**Flattening energy of group 14 tetrahalides: bend stiffness, point charges and a power law**

The table holds the mean bond length of seven tetrahedral MX₄ molecules (SiF₄ to PbCl₄) and the electronic energy of the square-planar saddle above the minimum, from PBE0/def2-SVP restricted singlets without spin-orbit coupling. The program tests a parameter-free double well that converts the harmonic $e$ bend into a barrier ($V_0 = 0.330\,H$), a point-charge model, and a power law in the bond length with one prefactor per halogen. The bend model lies within 5 % of the computed energy for the three chlorides but misses the three fluorides tested, for which only rough stiffnesses from possibly noisy Hessians enter, by 14 to 42 %. Point charges supply 12 to 40 % of the energy and give the wrong order of chloride and fluoride. The power law has an exponent of 4.5 for all rows and 3.9 without lead, in which case it overestimates PbCl₄ by 8 and PbF₄ by 17 kJ/mol. The output also lists orbital gaps, valence populations, zero-point shifts and the 0.28° distortion of PbF₄.

PySCF 2.14.0, spin-restricted PBE0/def2-SVP with density fitting, isolated singlet molecules, no spin-orbit coupling. Point group and mean bond belong to the lowest minimum found; "energy of that point" is the electronic energy of the square-planar (D4h) stationary point above that minimum. ECP means a scalar-relativistic core potential on the central atom.

## Script

```python
# Table: PySCF PBE0/def2-SVP, isolated MX4 (32 valence e): Td bond length r and electronic energy e2
# of the D4h point above the minimum. Tested: bend-stiffness well, point charges, power law in r.
T = {
    'molecule': ['SiF4', 'GeCl4', 'GeF4', 'SnCl4', 'SnF4', 'PbCl4', 'PbF4'],
    'Z': [14, 32, 32, 50, 50, 82, 82],
    'rel': ['non-relativistic', 'non-relativistic', 'non-relativistic', 'ECP', 'ECP', 'ECP', 'ECP'],
    'group': ['Td', 'Td', 'Td', 'Td', 'Td', 'Td', 'D2d'],
    'r': [1.586, 2.126, 1.698, 2.317, 1.902, 2.413, 2.003],  # Å
    'e2': [239.6, 216.2, 190.1, 154.9, 118.8, 124.0, 81.1],  # kJ/mol
}
import numpy as np
from scipy import constants as C
m = T['molecule']; r = dict(zip(m, T['r'])); e = dict(zip(m, T['e2']))
RT = C.R*298.15/1e3; Eh = C.physical_constants['Hartree energy'][0]*C.N_A/1e3
print(f"e2 range {min(e.values()):.1f}-{max(e.values()):.1f} kJ/mol; RT(298)={RT:.2f}; min e2/RT={min(e.values())/RT:.0f}")
print("Cl-F gap kJ/mol:", {M: round(e[M+'Cl4']-e[M+'F4'], 1) for M in ('Ge', 'Sn', 'Pb')}, f"PbCl4-SnF4 {e['PbCl4']-e['SnF4']:.1f}")
F = ['SiF4', 'GeF4', 'SnF4', 'PbF4']; L = ['GeCl4', 'SnCl4', 'PbCl4']
for s in (F, L):
    for a, b in zip(s, s[1:]):
        print(f"{a}->{b}: de2 {e[b]-e[a]:.1f} kJ/mol, dr {r[b]-r[a]:.3f} A, slope {(e[b]-e[a])/(r[b]-r[a]):.0f}, local n {-np.log(e[b]/e[a])/np.log(r[b]/r[a]):.1f}")
    print(f"  {s[-1]}/{s[0]} e2 ratio {e[s[-1]]/e[s[0]]:.2f}, 1/r ratio {r[s[0]]/r[s[-1]]:.2f}")
# --- well shapes along elevation angle a: barrier / harmonic extrapolation
a0 = np.arcsin(3**-0.5); h = 1e-4
shape = lambda f: (f(0.0)-f(a0))/(0.5*(f(a0+h)+f(a0-h)-2*f(a0))/h**2*a0**2)
pc = lambda a: 1/np.cos(a)+4/np.sqrt(2+2*np.sin(a)**2)
f1 = shape(lambda a: (1-3*np.sin(a)**2)**2)
print(f"a0={np.degrees(a0):.2f} deg; V0/H: (1-3sin^2)^2 {f1:.3f}, point charges {shape(pc):.3f}; X-X/r Td {np.sqrt(8/3):.3f}, cis {np.sqrt(2):.3f}")
# further outputs of the same runs: e-bend (1/cm), Cl mass (u)
nu = {'GeCl4': 123.99, 'SnCl4': 94.95, 'PbCl4': 80.77}; mCl = 34.96885
H = {k: 2*mCl*C.u*(2*np.pi*C.c*100*v*r[k]*1e-10*a0)**2*C.N_A/1e3 for k, v in nu.items()}
# two-figure relative stiffnesses derived from the same runs (SnF4=1; none for GeF4)
rel = {'SiF4': 2.9, 'GeCl4': 2.3, 'SnCl4': 1.6, 'SnF4': 1.0, 'PbCl4': 1.25, 'PbF4': 0.5}
sc = np.mean([H[k]/rel[k] for k in L])
for k in ('SiF4', 'SnF4', 'PbF4'): H[k] = rel[k]*sc
for k in H:
    print(f"bend {k}{'' if k in nu else ' (rough)'}: H {H[k]:.0f}, model {f1*H[k]:.0f}, e2 {e[k]:.1f} kJ/mol, e2/H {e[k]/H[k]:.3f}, err {100*(f1*H[k]/e[k]-1):+.0f}%")
print(f"PbCl4 bend +-20 1/cm: model {f1*H['PbCl4']*(1-20/nu['PbCl4'])**2:.0f} to {f1*H['PbCl4']*(1+20/nu['PbCl4'])**2:.0f} kJ/mol")
# --- point charges; ligand atomic polar charges from the same runs (none given for GeF4)
q = {'SiF4': .593, 'GeCl4': .501, 'SnCl4': .509, 'SnF4': .575, 'PbCl4': .486, 'PbF4': .552}
g = pc(0.0)-pc(a0); K = g*C.e**2/(4*np.pi*C.epsilon_0*1e-10)*C.N_A/1e3
print(f"point charges: factor {g:.4f}, dE={K:.1f} q^2/r kJ/mol")
for k in m:
    t = f", q={q[k]:.2f}: {K*q[k]**2/r[k]:.0f} ({100*K*q[k]**2/r[k]/e[k]:.0f}% of e2)" if k in q else ""
    print(f"  {k}: q=1: {K/r[k]:.0f} kJ/mol{t}, q needed {np.sqrt(e[k]*r[k]/K):.2f}")
# --- power law, shared exponent, one prefactor per halogen
row = lambda k: [k in F, k in L, -np.log(r[k])]
for name, use in (('all rows', m), ('without Pb', [k for k in m if 'Pb' not in k])):
    p = np.linalg.lstsq(np.array([row(k) for k in use], float), np.log([e[k] for k in use]), rcond=None)[0]
    res = {k: np.exp(np.dot(row(k), p))-e[k] for k in m}
    w = max(m, key=lambda k: abs(res[k]/e[k]))
    print(f"power law {name}: n={p[2]:.2f}, Cl/F at equal r {np.exp(p[1]-p[0]):.2f}, worst {w} {100*res[w]/e[w]:+.0f}%")
    print("  model-e2 kJ/mol:", ", ".join(f"{k} {res[k]:+.1f}" for k in m))
print(f"rounding floor: up to {max(0.05+p[2]*0.0005/r[k]*e[k] for k in m):.2f} kJ/mol")
# --- further outputs: HOMO/LUMO (eV), per-spin s,p populations, core s,p counts, zero-point (Eh), B (1/cm)
hl = {'GeF4': (-12.485, -1.748), 'GeCl4': (-9.535, -2.178), 'SnCl4': (-9.617, -3.421), 'PbCl4': (-9.609, -4.992)}
print("HOMO-LUMO eV:", {k: round(b-a, 2) for k, (a, b) in hl.items()})
pop = {'GeCl4': (3.5322, 6.8874, 6, 12), 'SnCl4': (1.5411, 3.8296, 2, 6), 'PbCl4': (1.6522, 3.7652, 2, 6)}
print("valence s,p on centre (e):", {k: (round(2*s-cs, 2), round(2*pp-cp, 2)) for k, (s, pp, cs, cp) in pop.items()})
print(f"ZPE(D4h)-ZPE(Td) kJ/mol: GeCl4 {(0.005538-0.0058051)*Eh:.2f}; GeF4 {(0.009524-0.0099079)*Eh:.2f} or {(0.009524-0.0095662)*Eh:.2f}")
print(f"GeF4 Td ZPE scatter between two runs {(0.0099079-0.0095662)*Eh:.2f} kJ/mol")
R = 0.082779/0.083206
ang = 2*np.degrees(np.arcsin(np.sqrt(R/(1+R/2)))); td = np.degrees(np.arccos(-1/3))
print(f"PbF4 axial F-Pb-F {ang:.2f} deg vs Td {td:.2f} (diff {ang-td:+.2f})")
assert all(v > 20*RT for v in e.values())
assert all(e[a] > e[b] for s in (F, L) for a, b in zip(s, s[1:])) and all(e[M+'Cl4'] > e[M+'F4'] for M in ('Ge', 'Sn', 'Pb'))
assert all(0.25 < e[k]/H[k] < 4/np.pi**2 for k in L)
assert p[2] > 1 and all(K*q[k]**2/r[k] < e[k] for k in q)
```

Printed output:

```
e2 range 81.1-239.6 kJ/mol; RT(298)=2.48; min e2/RT=33
Cl-F gap kJ/mol: {'Ge': 26.1, 'Sn': 36.1, 'Pb': 42.9} PbCl4-SnF4 5.2
SiF4->GeF4: de2 -49.5 kJ/mol, dr 0.112 A, slope -442, local n 3.4
GeF4->SnF4: de2 -71.3 kJ/mol, dr 0.204 A, slope -350, local n 4.1
SnF4->PbF4: de2 -37.7 kJ/mol, dr 0.101 A, slope -373, local n 7.4
  PbF4/SiF4 e2 ratio 0.34, 1/r ratio 0.79
GeCl4->SnCl4: de2 -61.3 kJ/mol, dr 0.191 A, slope -321, local n 3.9
SnCl4->PbCl4: de2 -30.9 kJ/mol, dr 0.096 A, slope -322, local n 5.5
  PbCl4/GeCl4 e2 ratio 0.57, 1/r ratio 0.88
a0=35.26 deg; V0/H: (1-3sin^2)^2 0.330, point charges 0.295; X-X/r Td 1.633, cis 1.414
bend GeCl4: H 653, model 216, e2 216.2 kJ/mol, e2/H 0.331, err -0%
bend SnCl4: H 455, model 150, e2 154.9 kJ/mol, e2/H 0.340, err -3%
bend PbCl4: H 357, model 118, e2 124.0 kJ/mol, e2/H 0.347, err -5%
bend SiF4 (rough): H 826, model 272, e2 239.6 kJ/mol, e2/H 0.290, err +14%
bend SnF4 (rough): H 285, model 94, e2 118.8 kJ/mol, e2/H 0.417, err -21%
bend PbF4 (rough): H 142, model 47, e2 81.1 kJ/mol, e2/H 0.570, err -42%
PbCl4 bend +-20 1/cm: model 67 to 183 kJ/mol
point charges: factor 0.1542, dE=214.2 q^2/r kJ/mol
  SiF4: q=1: 135 kJ/mol, q=0.59: 47 (20% of e2), q needed 1.33
  GeCl4: q=1: 101 kJ/mol, q=0.50: 25 (12% of e2), q needed 1.46
  GeF4: q=1: 126 kJ/mol, q needed 1.23
  SnCl4: q=1: 92 kJ/mol, q=0.51: 24 (15% of e2), q needed 1.29
  SnF4: q=1: 113 kJ/mol, q=0.57: 37 (31% of e2), q needed 1.03
  PbCl4: q=1: 89 kJ/mol, q=0.49: 21 (17% of e2), q needed 1.18
  PbF4: q=1: 107 kJ/mol, q=0.55: 33 (40% of e2), q needed 0.87
power law all rows: n=4.48, Cl/F at equal r 3.30, worst PbF4 +8%
  model-e2 kJ/mol: SiF4 +9.0, GeCl4 +4.6, GeF4 -6.9, SnCl4 -4.7, SnF4 -8.6, PbCl4 +1.2, PbF4 +6.3
power law without Pb: n=3.89, Cl/F at equal r 2.78, worst PbF4 +21%
  model-e2 kJ/mol: SiF4 +3.1, GeCl4 +0.1, GeF4 -3.9, SnCl4 -0.1, SnF4 +1.0, PbCl4 +8.2, PbF4 +16.8
rounding floor: up to 0.34 kJ/mol
HOMO-LUMO eV: {'GeF4': 10.74, 'GeCl4': 7.36, 'SnCl4': 6.2, 'PbCl4': 4.62}
valence s,p on centre (e): {'GeCl4': (1.06, 1.77), 'SnCl4': (1.08, 1.66), 'PbCl4': (1.3, 1.53)}
ZPE(D4h)-ZPE(Td) kJ/mol: GeCl4 -0.70; GeF4 -1.01 or -0.11
GeF4 Td ZPE scatter between two runs 0.90 kJ/mol
PbF4 axial F-Pb-F 109.19 deg vs Td 109.47 (diff -0.28)
```
